## Linear-response $U$ as a screened interaction: a four-orbital model for KCuF$_3$

### The general statement

Two recipes supply the Hubbard parameter of DFT+$U$. Linear response (LR; Cococcioni and de Gironcoli, 2005) shifts the potential on the correlated orbitals and records their occupation. It does so once with the Kohn-Sham potential frozen ($\chi_0$) and once self-consistently ($\chi$), and sets $U=\chi_0^{-1}-\chi^{-1}$. The constrained random-phase approximation (cRPA; Aryasetiawan and co-workers, 2004) screens the Coulomb interaction with every transition except those inside the target bands.

Conventions: responses are static and spin-summed, $\chi=\partial n/\partial\alpha$ in eV$^{-1}$, negative for a stable system. The kernel $f=\partial v_{\rm Hxc}/\partial n$ is in eV. Self-consistency, $\delta n=\chi_0(\alpha+f\,\delta n)$, gives

$$\chi^{-1}=\chi_0^{-1}-f .$$

Split the density variables into target $d$ and rest $r$, and assume $\chi_{0,dr}=0$. With $\alpha$ applied to $d$ only,

$$\alpha=(\chi_{0,dd}^{-1}-f_{dd})\,\delta n_d-f_{dr}\,\delta n_r,\qquad 0=-f_{rd}\,\delta n_d+(\chi_{0,rr}^{-1}-f_{rr})\,\delta n_r .$$

Eliminating $\delta n_r$ forms the Schur complement of $\chi^{-1}$, and $\alpha=(\chi_{dd})^{-1}\delta n_d$ yields

$$U\equiv(\chi_{0,dd})^{-1}-(\chi_{dd})^{-1}=f_{dd}+f_{dr}\,(\chi_{0,rr}^{-1}-f_{rr})^{-1}f_{rd}.\tag{1}$$

The order of operations matters: the $dd$ block is cut out first and then inverted. cRPA defines $W_r=(1-vP_r)^{-1}v$, with $v$ the bare Coulomb kernel and $P_r$ equal to $\chi_0$ with its $dd$ block set to zero. The $dd$ block of $W_r=v+vP_rW_r$ is $W_{dd}=v_{dd}+v_{dr}\chi_{0,rr}W_{rd}$, and the $rd$ block gives $W_{rd}=(1-v_{rr}\chi_{0,rr})^{-1}v_{rd}$. Together they are the right side of (1) with $f=v$.

### The model

Cu$^{2+}$ in KCuF$_3$ is $d^9$, with one hole in the $e_g$ doublet. The Jahn-Teller distortion favours one $e_g$ orbital, which is then half filled. Take two Cu sites with one such orbital each, A and B, joined by a hopping $-t$ and holding two electrons. Add one diffuse orbital per site, a and b, joined by $-s$ and holding two more. This pair lumps all screening transitions into one of energy $2s$. The reference state is non-magnetic, all on-site Kohn-Sham levels are zero, and for now no hopping joins the pairs. The interaction is the Hartree energy $\tfrac12\sum_{ij}v_{ij}n_in_j$.

All inputs are assumed: $t=0.4$ eV; $s=4$ eV (gap 8 eV); same-site $v_{AA}=22$, $v_{Aa}=16$, $v_{aa}=13$ eV; and $V=4$ eV between any two orbitals on different sites. The last is of the order of the point-charge value, 3.6 eV, at a typical Cu-Cu distance of 4.0 Å.

Each pair conserves its charge, so a uniform shift produces no response and only the staggered modes matter. Apply $+\alpha$ on A and $-\alpha$ on B, and write $\delta n_A=-\delta n_B=m_d$, $\delta n_a=-\delta n_b=m_r$. For a total staggered potential $u$ on the A-B pair the occupied level is $-\sqrt{t^2+u^2}$. Two electrons have energy $E=-2\sqrt{t^2+u^2}$, and $n_A-n_B=\partial E/\partial u$ gives

$$m_d=-\frac{u}{\sqrt{t^2+u^2}}\quad\Rightarrow\quad\chi_{0,dd}=-\frac1t,\qquad \chi_{0,rr}=-\frac1s .$$

These are $-2.50$ and $-0.250$ eV$^{-1}$. The Hartree shift on A is $(v_{AA}-V)m_d+(v_{Aa}-V)m_r$, so $f_{dd}=18$, $f_{dr}=12$, and likewise $f_{rr}=9$ eV. The model therefore determines $U-V$, the cost of moving charge between neighbours.

### Solution

$$\chi^{-1}=-\begin{pmatrix}t+f_{dd}&f_{dr}\\ f_{dr}&s+f_{rr}\end{pmatrix}=-\begin{pmatrix}18.4&12\\12&13\end{pmatrix}\text{eV},$$

with determinant 95.2 eV$^2$. Inversion gives $\chi_{dd}=-13/95.2=-0.1366$ eV$^{-1}$ and $\chi_{rd}=+0.1261$ eV$^{-1}$. The rest moves against the target, $\rho\equiv m_r/m_d=-f_{dr}/(s+f_{rr})=-0.923$. The LR recipe uses the two target numbers only:

$$U=-0.400+7.323=6.92\ \text{eV}.$$

Equation (1) gives the closed form

$$U=f_{dd}-\frac{f_{dr}^2}{s+f_{rr}}=18-11.08=6.92\ \text{eV},$$

in which $t$ has dropped out. That is the meaning of "constrained": the target's own polarisation is present in $\chi$, and subtracting the inverses removes it.

The cRPA route works on the $4\times4$ orbital matrices, with $P_r=-\frac{1}{2s}\begin{pmatrix}1&-1\\-1&1\end{pmatrix}$ on a, b and zero elsewhere. Only the staggered channel is screened, and half of the reduction falls on each element: $W_{AA}=16.46$ eV and $W_{AB}=9.54$ eV. Their difference is again 6.92 eV, exactly as (1) states.

| Quantity (staggered mode) | Closed form | eV |
|---|---|---|
| Block of the inverse, $(\chi_0^{-1}-\chi^{-1})_{dd}$ | $f_{dd}$ | 18 |
| Inverse of the block, LR $=$ cRPA | $W_r=f_{dd}-f_{dr}^2/(s+f_{rr})$ | 6.92 |
| Screened by all transitions | $tW_r/(t+W_r)$ | 0.378 |

The first row shows that a channel kept in the matrix that is inverted is removed from the screening. A finite shift adds a small bias: solving the nonlinear equations at $\alpha=0.1$ eV and using $m_d/\alpha$ gives 6.91 eV.

These numbers are the model's. The inputs were chosen so that $U-V$ lands in the typical range for this compound, where $U$ of about 7 to 9 eV is used for Cu $3d$ and a screened $V$ is of order 1 eV. The separate values are not realistic: $W_{AA}$ is about twice the typical $U$ and $W_{AB}$ exceeds the bare $V$, because a closed dimer cannot screen the uniform mode.

### Where LR and cRPA part

**Exchange-correlation kernel.** LR contains $f=v+f_{xc}$, and (1) still holds with that $f$. Differentiating the closed form gives, to first order,

$$\delta U=f_{xc,dd}+2\rho f_{xc,dr}+\rho^2f_{xc,rr}.$$

As an illustration let $f_{xc}$ be $-10\,\%$ of the Hartree kernel. In the $dd$ element alone it is $-1.8$ eV and passes unscreened into $U$, which falls by 26 % to 5.12 eV. In all three elements the terms largely cancel because $\rho<0$, and the closed form gives 6.56 eV.

**Off-diagonal $\chi_0$.** Add a hopping $-\tau$ on the bonds A-a and B-b. For $\tau^2<ts$ both mirror-even levels stay filled and both odd levels empty, so every occupation remains 1. In the $(d,r)$ basis

$$H_\pm=\begin{pmatrix}\mp t&-\tau\\-\tau&\mp s\end{pmatrix}.$$

A staggered potential couples even to odd through $p=\mathrm{diag}(\alpha_d,\alpha_r)$. First-order perturbation theory is $H_-X-XH_+=p$, with $m_d=-2X_{11}$ and $m_r=-2X_{22}$. The off-diagonal equations give $X_{12}=-X_{21}=-\tau(X_{11}-X_{22})/(t+s)$, and the diagonal ones then give

$$\chi_0^{-1}=-\begin{pmatrix}t-\eta&\eta\\ \eta&s-\eta\end{pmatrix},\qquad \eta=\frac{\tau^2}{t+s}.$$

The rest now responds even in the frozen potential, with ratio $\lambda=\chi_{0,rd}/\chi_{0,dd}=-\eta/(s-\eta)$. Taking the Schur complements of both $\chi_0^{-1}$ and $\chi^{-1}$ and collecting terms,

$$U=\tilde f_{dd}-\frac{\tilde f_{dr}^{\,2}}{s-\eta+f_{rr}},\qquad \tilde f_{dd}=f_{dd}+2\lambda f_{dr}+\lambda^2f_{rr},\qquad \tilde f_{dr}=f_{dr}+\lambda f_{rr}.$$

The structure of (1) survives, but for the composite density $(1,\lambda)$ and no longer for the orbital on which the projector sits. With an assumed $\tau=0.8$ eV, $\eta=0.1455$ eV, $\lambda=-0.0377$, $\tilde f_{dd}=17.11$ eV, $\tilde f_{dr}=11.66$ eV and $U=6.53$ eV. The right side of (1), evaluated with the new $\chi_{0,rr}$, gives 6.72 eV, so the identity fails by 0.19 eV. A cRPA calculation would here define its target by the hybridised states, which changes the bare matrix elements too.

**Coarse graining.** Standard LR shifts all orbitals of a site together and counts their total occupation. Keep both $e_g$ orbitals and their densities only. Equation (1) gives the matrix $\chi_{dd}=(\chi_{0,dd}^{-1}-W)^{-1}$, and the site value is

$$U_{\rm site}=\frac{1}{\mathbf 1^T\chi_{0,dd}\mathbf 1}-\frac{1}{\mathbf 1^T\chi_{dd}\mathbf 1},\qquad \mathbf 1=(1,1)^T .$$

Let $W_{11}=W_{22}$ and $W_{12}=W_{11}-2J$, the cubic relation for an $e_g$ pair. If the second orbital is full and inert, $U_{\rm site}=W_{11}$. If both respond equally, $\chi_{0,dd}=-\mathbb 1/t$, then $\mathbf 1$ is an eigenvector of both matrices and $U_{\rm site}=(W_{11}+W_{12})/2=W_{11}-J$. With $W_{11}=6.92$ eV and an assumed $J=0.9$ eV this is 6.02 eV. The same interaction matrix thus yields site values that differ by $J$ between the orbitally ordered and the degenerate limit. For $J=0$ the averaging loses nothing, whatever $\chi_{0,dd}$ is.

### Practical reading

In this model the three departures amount to 0.36 to 1.8 eV, 0.19 eV and 0.9 eV on a value near 7 eV. The algebra carries over unchanged to the $e_g$ states of NiO in a resistive-memory cell. An LR and a cRPA value can be compared only when both use the same target orbitals, the same kernel and the same orbital average, and a quoted $U$ should state which channels were kept in the inverted matrix.